The molecule OSn₂ is bent to about a right angle at oxygen, which brings the two tin atoms close together. In its singlet state all electrons are paired; in its quintet state four electrons are unpaired, with parallel spins. Raising the molecule from singlet to quintet means breaking two electron pairs and moving two electrons into orbitals that were empty. The column "result spin gap" gives the energy this costs, quintet minus singlet, at each "result level" of theory. Each of the two states has its own relaxed structure.

Electronic spin gap (quintet minus singlet) of neutral gas-phase OSn₂, computed with Ansatz 0.2.0 at the levels listed, each state at its own PBE-D4/def2-TZVP geometry. The quintet is spin-unrestricted, inner cores are frozen in the correlation treatment, B3LYP uses VWN-RPA, and spin–orbit coupling is left out.

```tsv
result level	result spin gap (kJ/mol)
HF/def2-TZVP	127.3
HF/def2-TZVPP	127.3
HF/def2-QZVPP	128.9
SPW92/def2-TZVP	401.1
r2SCAN-D4/def2-TZVP	336.0
B97M-V/def2-TZVP	353.6
r2SCANh-D4/def2-TZVP	327.2
B3LYP-D4/def2-TZVP	360.5
CAM-B3LYP-D4/def2-TZVP	350.7
wB97X-V/def2-TZVP	366.1
B2PLYP/def2-TZVP	390.1
RPA-PBE/def2-TZVP	350.8
MP2/def2-TZVPP	420.3
MP2/def2-QZVPP	435.5
```

**(a) Which level of theory fails here, and how can this be recognised without a measured value?**

*Solution.* Hartree–Fock (HF) fails. Its three rows lie near 128 kJ/mol, and the next lowest gap is 198 kJ/mol above the highest of them. All the other levels together span only 108 kJ/mol, although they rest on very different approximations. A level that stands further from the rest than the rest stand from each other deserves suspicion.

A larger basis set does not remove the difference. Going from def2-TZVPP to def2-QZVPP gives the orbitals much more freedom, yet the HF gap rises by only 1.6 kJ/mol. HF has thus nearly settled, on a value far from the others. Convergence with the basis shows that the equations of a method are solved well, not that the method suits the problem.

Agreement among the other levels could still be a shared error, so a stronger yardstick is useful. CCSD(T), which treats the correlated motion of the electrons far more completely, gives 377 kJ/mol for the same two structures in the def2-TZVPP basis. HF finds about a third of that. CCSD(T) is itself a calculation and leaves out spin–orbit coupling, so it serves here to judge the treatment of correlation, not to replace an experiment. The search for states was also limited: a lower quintet may exist, and the comparison assumes that every level describes the same two states.

**(b) HF contains exact exchange in full. Is exact exchange the fault, and why does the error favour the quintet?**

*Solution.* In HF each electron moves in the average field of the others. The antisymmetry of the wavefunction, from which exchange arises, still keeps electrons of parallel spin apart. Electrons of opposite spin have no such protection: HF lets them come close too often and so makes their repulsion too high. The singlet, with more electrons paired in common orbitals, suffers more from this than the quintet, and the gap comes out too small.

The cure is correlation, the mutual avoidance that HF omits, and MP2 adds it in its simplest form. MP2 keeps the HF orbitals and all of the exact exchange, yet its gap in the def2-TZVPP basis is 420 kJ/mol. Exact exchange is therefore not harmful in itself; exact exchange without correlation is. The density functionals are a weaker test. A little exact exchange lowers the gap from r2SCAN to r2SCANh by 9 kJ/mol. B3LYP also contains some and yet lies above r2SCAN, but the two differ in the rest of the functional as well.

The MP2 energy can be divided by spin, which tests the picture. Of the 293 kJ/mol that MP2 adds to the gap, 213 come from pairs of opposite spin, as the argument requires. The other 80 come from pairs of parallel spin, which the simple picture does not explain. Counting pairs does not help either: the quintet has slightly more parallel pairs than the singlet (276 against 272), and yet they contribute less correlation. The pairs must have become weaker, not fewer.

The occupied orbitals suggest why. Each of the three atoms has one valence p orbital that points out of the molecular plane. In the HF singlet these orbitals hold a single electron pair, which should sit mainly on oxygen, the more electronegative element. In the HF quintet they hold three electrons of parallel spin, which fill all three orbitals and so amount to about one electron per atom.

The excitation thus does more than turn spins over: it also moves charge from compact oxygen to the larger tin atoms. The 1s level of oxygen supports this. For either spin it lies more than 2 eV deeper in the quintet than in the singlet, as expected when an atom loses electrons that screened its nucleus. Electrons crowded on a small atom gain much by avoiding each other, whatever their spins, and this gain shrinks when one of them leaves. That would account for the loss among parallel pairs, although the calculation does not separate the contributions atom by atom.

One part of the HF error may have a different origin. The HF singlet was forced to keep both electrons of each pair in the same orbital, and it is unstable when this constraint is lifted. A singlet free to separate its spins would lie lower and widen the HF gap, by an amount that was not tested. MP2 and CCSD(T) are built on the same constrained singlet, so their gaps may carry a trace of this too.

**(c) MP2 removes most of the HF error. Can its gap be trusted, and can CCSD(T) then select the best density functional?**

*Solution.* The size of the correction is already a warning. MP2 is the first step of a series that should converge by small corrections, but here this step is 2.3 times the HF gap. Against CCSD(T) in the same basis, MP2 indeed overshoots by 43 kJ/mol.

It is tempting to say that MP2 gives the singlet too much correlation. The energies show otherwise: relative to CCSD(T), MP2 recovers too little in both states, by 20 kJ/mol in the singlet and by 63 in the quintet. The gap is too large because the quintet is short-changed more. An error in a gap does not reveal which of the two states is described badly.

The basis set now matters as well. Correlation depends on how electrons behave when they come close, and this is hard to build from a limited set of orbitals. From def2-TZVPP to def2-QZVPP the MP2 gap grows by 15.2 kJ/mol, most of it from pairs of opposite spin. If CCSD(T) responds to the larger basis as MP2 does, its gap can be estimated:

CCSD(T) gap in the larger basis ≈ 376.8 + (435.5 − 420.3) = 392.0 kJ/mol

This shift is enough to change the order of the functionals. Against 376.8 kJ/mol, wB97X-V is the closest; against 392.0, B2PLYP is, and even the simple local functional SPW92 comes nearer than wB97X-V. The estimate has not been checked by a CCSD(T) calculation in the larger basis, the functionals were not recalculated there either, and the basis sets are not designed for the inner tin electrons that are correlated here. CCSD(T) therefore convicts HF, whose error is many times this uncertainty, but it does not pick a winner among the functionals closest to it.

For a neighbouring case the rule is to ask what the change of spin does to the electron pairs. Where it breaks pairs, and perhaps more so where it also draws electrons away from a small, crowded atom, HF will tend to place the high-spin state too low. If the first correlation correction is then as large as the HF gap itself, a better treatment of correlation is needed before the number is used.

Printed output of the fit:

```
Gap and its deviation from CCSD(T)/def2-TZVPP in kJ/mol:
                     row    gap  deviation
            HF/def2-TZVP  127.3     -249.5
           HF/def2-TZVPP  127.3     -249.5
           HF/def2-QZVPP  128.9     -247.9
         SPW92/def2-TZVP  401.1      24.27
     r2SCAN-D4/def2-TZVP    336     -40.83
        B97M-V/def2-TZVP  353.6     -23.23
    r2SCANh-D4/def2-TZVP  327.2     -49.63
      B3LYP-D4/def2-TZVP  360.5     -16.33
  CAM-B3LYP-D4/def2-TZVP  350.7     -26.13
       wB97X-V/def2-TZVP  366.1     -10.73
        B2PLYP/def2-TZVP  390.1      13.27
       RPA-PBE/def2-TZVP  350.8     -26.03
          MP2/def2-TZVPP  420.3      43.47
          MP2/def2-QZVPP  435.5      58.67
CCSD gap, def2-TZVPP, kJ/mol: 340.9
CCSD(T) gap, def2-TZVPP, kJ/mol: 376.8
HF gap as percentage of CCSD(T) gap: 33.78
Lowest gap outside HF less highest HF gap, kJ/mol: 198.3
Spread of all gaps outside HF, kJ/mol: 108.3
MP2 correction to the HF gap, def2-TZVPP, kJ/mol: 293
MP2 correction divided by the HF gap: 2.302
Part of the MP2 correction from opposite-spin pairs, kJ/mol: 213
Part of the MP2 correction from same-spin pairs, kJ/mol: 79.98
Correlated opposite-spin pairs, singlet then quintet: 289, 285
Correlated same-spin pairs, singlet then quintet: 272, 276
Correlation missed by MP2 against CCSD(T), singlet then quintet, kJ/mol: 19.77, 63.25
Basis change TZVPP to QZVPP, HF then MP2 gap, kJ/mol: 1.6, 15.2
Basis change of the opposite-spin then same-spin part, kJ/mol: 12.55, 0.9814
r2SCANh less r2SCAN, kJ/mol: -8.8
B3LYP less r2SCAN, kJ/mol: 24.5
wB97X-V less r2SCAN, kJ/mol: 30.1
RPA less HF, kJ/mol: 223.5
Estimate, CCSD(T) gap plus MP2 basis change, kJ/mol: 392
```
